**Question**

I computed the one-bond couplings of propene at one fixed geometry with B3LYP in eight basis sets, plus one run with BHandHLYP, and I cannot tell which rows to believe.

One-bond indirect spin-spin couplings of propene (C3H6, SMILES C=CC, point group Cs) for 13C and 1H, from non-relativistic gas-phase calculations in PySCF 2.14.0 with density fitting at the PBE0-D3(BJ)/def2-SVP geometry. The totals include the spin-dipole term. Atoms are numbered in SMILES order, hydrogens last.

| functional | basis | exact exchange, long range (%) | 1J(C1,C2) (Hz) | 1J(C2,C3) (Hz) | 1J(C1,H4) (Hz) | 1J(C1,H5) (Hz) | 1J(C2,H6) (Hz) |
| --- | --- | --- | --- | --- | --- | --- | --- |
| B3LYP | 6-31G(d) | 20 | 91.6 | 58.3 | 164.9 | 167.8 | 158.2 |
| B3LYP | 6-31G-J | 20 | 81.5 | 47.0 | 169.0 | 173.3 | 163.2 |
| B3LYP | aug-cc-pVTZ-J | 20 | 77.3 | 44.4 | 165.7 | 170.6 | 160.5 |
| B3LYP | cc-pVTZ | 20 | 86.8 | 34.5 | 148.3 | 152.9 | 144.3 |
| B3LYP | def2-TZVP | 20 | 79.1 | 44.9 | 155.6 | 160.0 | 151.8 |
| B3LYP | pcJ-0 | 20 | 60.8 | 35.8 | 143.9 | 147.7 | 139.6 |
| B3LYP | pcJ-1 | 20 | 81.2 | 46.9 | 163.9 | 168.9 | 158.4 |
| B3LYP | pcJ-2 | 20 | 76.0 | 43.9 | 163.9 | 168.8 | 158.7 |
| BHandHLYP | pcJ-1 | 50 | 96.0 | 57.0 | 176.8 | 182.1 | 171.5 |

I took cc-pVTZ to be a safe choice, yet it gives 34.5 Hz for the C–C single bond where pcJ-2 gives 43.9 Hz, and it errs the other way for the double bond. The cheap 6-31G(d) set nearly reproduces pcJ-2 for C–H. Which rows have failed, could I have seen it from the numbers alone, and what goes wrong physically?

**Answer**

The symbol $^1J(\mathrm{A,B})$ is the indirect spin-spin coupling across the bond between nuclei A and B. C1 is the $=\mathrm{CH_2}$ carbon, C2 the $=\mathrm{CH}$ carbon and C3 the methyl carbon. H4 and H5 sit on C1, cis and trans to the methyl group, and H6 sits on C2. The exact-exchange column is the share of Hartree-Fock exchange in the definition of each functional, and for these two global hybrids it is the same at all distances.

Every comparison here is between calculations, so a yardstick has to be chosen, and B3LYP/pcJ-2 serves. It is the largest of the three pcJ sets and has the lowest total energy of the B3LYP rows. The other large set made for couplings, aug-cc-pVTZ-J, lies 0.5 to 1.8 Hz above it in the five columns. That gap measures how well the yardstick itself is settled, so deviations below about 2 Hz deserve no interpretation.

**The coupling is a contact property.** A coupling is a sum of the Fermi-contact (FC) term, two orbital terms and the spin-dipole term. The same runs give this split for 6-31G-J and pcJ-2, with the spin-dipole term included in both. That term was requested for all atoms in every row. In pcJ-2 the FC term makes up 99 % of each C–H coupling and 108 % of the double-bond coupling, where the other terms sum to a negative value. Between the two sets $^1J(\mathrm{C1,C2})$ falls by 5.4 Hz and its FC part by 5.7 Hz, so FC carries this change of basis. That it does so in the other rows as well is an inference.

The magnetic moment of nucleus A acts on the electron spin through a delta function at A, the electrons spin-polarise, and nucleus B samples the spin density at its own position:

$$J^{\mathrm{FC}}_{AB}\;\propto\;-\gamma_A\gamma_B\sum_{ia,\,jb}\phi_i(A)\,\phi_a(A)\,\big[M^{-1}\big]_{ia,jb}\,\phi_j(B)\,\phi_b(B).$$

Here $\gamma$ is the gyromagnetic ratio, $i,j$ are occupied and $a,b$ empty orbitals, $\phi(A)$ is an orbital's value at nucleus A, and $M$ is the triplet Hessian, the stiffness of the closed-shell state against pulling $\alpha$ and $\beta$ orbitals apart. A calculation can therefore fail in the amplitudes at the nuclei or in $M$. The lowest eigenvalue of $M$ stays between 0.103 and 0.108 Eh over the eight B3LYP rows, while the couplings spread over 24 to 31 Hz. The basis problem is thus not one of a near-unstable wave function. One eigenvalue does not clear the rest of $M$, but it sends the search to the region of the nuclei: the amplitudes there and the freedom the basis leaves them to respond.

**First limit: one electron, no core.** The hydrogen atom shows the simplest failure with nothing fitted. The exact 1s orbital has a cusp, energy $-0.5$ Eh and density $1/\pi$ at the nucleus in atomic units. A single Gaussian $e^{-\alpha r^2}$ is flat at the nucleus, and its energy and contact density are

$$E(\alpha)=\tfrac32\alpha-2\sqrt{2\alpha/\pi},\qquad \rho(0)=(2\alpha/\pi)^{3/2}.$$

Setting $dE/d\alpha=0$ gives $\alpha=8/(9\pi)$, and then

$$E=-\frac{4}{3\pi}=-0.424\ \mathrm{Eh},\qquad \frac{\rho(0)}{1/\pi}=\pi\left(\frac{16}{9\pi^2}\right)^{3/2}=0.240 .$$

The energy is off by 15 % of the exact value and the contact density by 76 %. The energy is stationary, so its error is of second order in the error of the orbital, and the volume element $r^2\,dr$ gives the region of the nucleus almost no weight. The density at one point is of first order in the error and sits exactly where a Gaussian is worst.

The same holds with more functions. With five uncontracted s Gaussians, all exponents chosen by minimising the energy, the energy error is 0.038 % while the contact density is still 9.7 % low. Two tighter functions, whose exponents continue the ratio of the last two, leave the energy error at 0.024 % and cut the density error to 1.5 %. Energy optimisation has almost no reason to ask for such functions, which is why the sets with J in their name add tight s functions by design.

The estimate gives the right sign and order for the C–H couplings of the two standard triple-zeta sets, both of which describe hydrogen with five s primitives. Against pcJ-2 these couplings are about 9 % low in cc-pVTZ and 4 to 5 % low in def2-TZVP. The near match of cc-pVTZ to the atomic figure should not be taken seriously, since def2-TZVP has about half the deficit and the carbon end of the bond enters too. The estimate fails outright for 6-31G(d): four optimised Gaussians are 15.6 % low in the atom, and the C–H couplings show no deficit of that kind. The comparison is loose to begin with, because the hydrogen exponents of 6-31G are scaled tighter for use in molecules and are not those of the free atom.

**Second limit: the basis as a pure scale factor.** Suppose a basis multiplied every product $\phi_i\phi_a$ at a carbon nucleus by one factor $f_C$, every product at a proton by $f_H$, and left $M$ alone. All C–H couplings would then scale by $f_Cf_H$ and both C–C couplings by $f_C^2$, up to the small non-contact terms. Two checks follow that need no outside value. The C–H couplings of a row should all be off by the same percentage, and the ratio $R={}^1J(\mathrm{C2,C3})/{}^1J(\mathrm{C1,C2})$ should be the same in every basis.

The first check holds well, though it is the easier one, since all three C–H bonds in the table start from an $sp^2$ carbon. Within each B3LYP row the three C–H deviations from pcJ-2 agree to about one percentage point, the widest scatter being 1.2 points in 6-31G(d). The order H5 above H4 above H6 survives in all nine rows. A sensible pattern of C–H couplings therefore says little about whether their absolute size is right: pcJ-0 keeps the pattern and is 12 % low.

The second check picks out two rows that break the scale picture. $R$ lies between 0.574 and 0.578 for 6-31G-J, aug-cc-pVTZ-J, pcJ-1 and pcJ-2, a band only a few times wider than the effect of rounding the couplings. It drops to 0.397 for cc-pVTZ and climbs to 0.636 for 6-31G(d). No pair of scale factors can produce these two rows, and their J-type relatives, aug-cc-pVTZ-J and 6-31G-J, are back in the band.

The two failures look different. In cc-pVTZ the double-bond coupling is 10.8 Hz above pcJ-2 and the single-bond coupling 9.4 Hz below. In 6-31G(d) both are too high by nearly the same amount, 15.6 and 14.4 Hz, although one coupling is much larger than the other. That is an offset rather than a factor, as if a contribution that cared little about the kind of bond had been added.

**Why carbon breaks the scale picture.** Carbon has a 1s core, and theory points to it in two steps. First, a valence orbital reaches the carbon nucleus only through the inner lobe forced on it by orthogonality to 1s, so its contact amplitude depends on the functions that describe the core. Second, the delta perturbation pulls one spin towards the nucleus and pushes the other away, so core and inner lobes must change shape differently for $\alpha$ and $\beta$. Standard sets lock the tight primitives into one or two contracted functions with atomic coefficients, because the core hardly changes in bonding and the energy loses little. Near the nucleus the orbitals can then be scaled but hardly reshaped.

The sum for $J^{\mathrm{FC}}$ contains products of amplitudes of both signs, so restricting the core region shifts a balance of terms and need not lower the result. A C–C coupling meets this defect at both ends and a C–H coupling at one end only, but $R$ may be the sensitive check simply because it compares two different kinds of bond, while the three C–H bonds are alike and can share a sizeable error from carbon. The argument gives neither the size nor the sign of the error. That core contraction lies behind the opposite errors of cc-pVTZ and the offset of 6-31G(d) is a plausible explanation, but it is untested here, because each J-type relative differs from its parent in more than the contraction.

**Agreement by cancellation.** Good C–H values alone prove little. pcJ-1 matches pcJ-2 within 0.3 Hz for C–H and is 6.8 % high for both C–C couplings, which the scale picture reads as $f_C=\sqrt{1.068}\approx1.03$. The unchanged C–H couplings then need $f_H\approx0.97$, a small excess at carbon against a small deficit at hydrogen. A larger cancellation of the same kind is my guess for 6-31G(d), where the atomic estimate calls for a deficit at hydrogen and the C–C couplings show an excess tied to carbon.

The ratio test has the matching weakness, since it is blind to a common factor. pcJ-0 has $R=0.589$ with both C–C couplings roughly a fifth too low, and def2-TZVP has $R=0.568$ with C–H couplings up to 8.8 Hz low. A ratio far outside the band exposes a failure, and a ratio near it certifies nothing.

The total energy is a poor guide too, as the hydrogen atom suggests: it marks the extremes, with pcJ-0 worst on both counts, but misorders the sets in between. cc-pVTZ lies 8.7 mEh above pcJ-2 and pcJ-1 lies 44 mEh above, yet their worst couplings deviate by 15.9 and 5.2 Hz. 6-31G(d) and 6-31G-J are within about half a millihartree of each other in energy and ten hertz or more apart in both C–C couplings.

**The functional acts on $M$.** Only the pcJ-1 pair tests the functional. Going from B3LYP to BHandHLYP raises all five couplings, by 10.1 to 14.8 Hz. A picture in which a smaller orbital gap gives a larger response is refuted by these runs, because the HOMO-LUMO gap widens from 7.4 to 10.0 eV.

The diagonal of $M$ shows why the gap misleads. With a share $c_x$ of exact exchange it reads

$$M_{ia,ia}=\varepsilon_a-\varepsilon_i-c_x\big[(ii|aa)+(ia|ia)\big]+\text{(semilocal kernel)},$$

where $\varepsilon$ are orbital energies, $(ii|aa)$ is the Coulomb attraction between the excited electron and its hole, and $(ia|ia)$ is their exchange integral. At $c_x=0$ the orbital gap already resembles an excitation energy. As $c_x$ grows the gap widens, but $(ii|aa)$ takes that back and the $(ia|ia)$ term lowers the cost of spin polarisation further. At the Hartree-Fock end a double bond is known to come close to triplet instability, where an eigenvalue of $M$ reaches zero and the FC term diverges.

These runs move in that direction: the lowest eigenvalue falls from 0.106 to 0.075 Eh. It stays positive, so the closed-shell state is stable, only softer. If this one mode carried the whole coupling, every value would grow by the inverse ratio, a factor of 1.42. If it carried none, the eigenvalue would be a bystander.

The observed rise lies between these limits, about 8 % for C–H, 18 % for the double bond and 22 % for the single bond. The largest relative change is thus not at the double bond, so one soft mode there is too simple a picture. If that mode is mainly $\pi$–$\pi^*$, it cannot even act directly: $\pi$ orbitals vanish at all the nuclei of these five couplings, which lie in the mirror plane, so it reaches the FC term only by mixing with $\sigma$ excitations. A general softening of the spin response, larger where two carbons are involved, fits the pattern but remains untested. The two functionals also differ in more than their share of exact exchange, so the pair does not define a slope against that share.

Whether the softer functional is the worse one takes an outside value. Rough, recalled measured couplings are about 70 Hz for the double bond and 42 Hz for the single bond. BHandHLYP at 96.0 Hz is far above the first, by much more than the pcJ-1 basis excess seen with B3LYP, and B3LYP/pcJ-2 at 76.0 Hz is much nearer. What remains for B3LYP should not yet be laid on the functional, because these are non-relativistic values for a rigid, gas-phase molecule at a computed geometry, without vibrational averaging.

In practice, settle the basis before judging the functional, because the spread over all eight bases is about twice the shift between the two functionals, while among the four J-type sets in the band it is at most 5.5 Hz, well below that shift. Use two large J-type sets from different families, require agreement in hertz for C–C and C–H couplings alike, and check the lowest triplet eigenvalue whenever the share of exact exchange is raised.
